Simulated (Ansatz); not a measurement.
**CH5Al (AlH2Me): methods side by side**

CH5Al has 7 atoms, charge 0, and is taken as a singlet. SMILES: `[H][Al]([H])[CH3]`. The shape comes from GFN2-xTB, which is rough for such elements, and wasn't checked as a minimum.

```xyz
7

Al    0.5322    0.9260   -0.0028
H     2.0796    1.0307    0.0395
H    -0.1571    2.3156   -0.0328
C    -0.4568   -0.7945   -0.0027
H    -0.5786   -1.2238   -1.0051
H    -1.4692   -0.6903    0.4088
H     0.0499   -1.5636    0.5952
```

Quantity: the energy change with the Al1–H3 bond stretched from 1.551 to 1.939 Å, in eV. The values are calculated.

| level | kind | program | value (eV) | less FCI/STO-3G | CPU time (all runs) |
| --- | --- | --- | --- | --- | --- |
| SVWN5/STO-3G (restricted) | LDA | Ansatz | 1.22 | -0.08 | 1.4 s |
| B3LYP/STO-3G (restricted) | global hybrid | Ansatz | 1.28 | -0.02 | 2.1 s |
| HSE06/STO-3G (restricted) | range-separated hybrid | Ansatz | 1.33 | +0.03 | 2.5 s |
| wB97X/STO-3G (restricted) | range-separated hybrid | Ansatz | 1.39 | +0.09 | 9.6 s |
| B2PLYP/STO-3G (restricted) | double hybrid | Ansatz | 1.37 | +0.07 | 2.8 s |
| CCSDT(Q)/STO-3G (restricted) | coupled cluster or CI | Ansatz | 1.30 | 0.00 | 0.48 s |
| CCSDT/STO-3G (restricted) | coupled cluster or CI | Ansatz | 1.30 | 0.00 | 0.42 s |
| FCI/STO-3G | exact in the basis | Ansatz | 1.30 | 0.00 | 21 s |

FCI/STO-3G is exact within its basis and frozen core, so for wave-function methods in that basis the difference is their error; functionals converge differently with the basis, so for them it is only a difference. The first shape isn't each level's own minimum. The values span 1.22 to 1.39 eV. All rows use very small basis sets, so even the best lies far from the true value. Times are those of the runs behind each value, whatever else they computed, on shared processors of several kinds: orders of magnitude only.

Stretching the Al–H bond costs 1.30 eV at the FCI level, and both coupled-cluster treatments reproduce this to the printed precision. The bond is a polar σ bond, with the shared pair drawn towards the more electronegative hydrogen. Lengthening it weakens the overlap between the aluminium 3s/3p hybrid and hydrogen 1s, which raises the energy of the bonding pair and narrows its separation from the antibonding orbital. At this extension the bond is weakened but not broken, so a single closed-shell configuration probably still dominates, and excitations through triples recover the remaining correlation that matters for the energy change.

The functionals fall on both sides of FCI, with SVWN5 lowest and wB97X highest, probably in part because exact exchange in a restricted determinant penalises a stretched electron pair. B3LYP's closeness to FCI may therefore reflect a balance of errors rather than a better description of the bond. The agreement of the coupled-cluster methods can't be carried over to full dissociation, where the two electrons separate and near-degeneracy becomes severe.
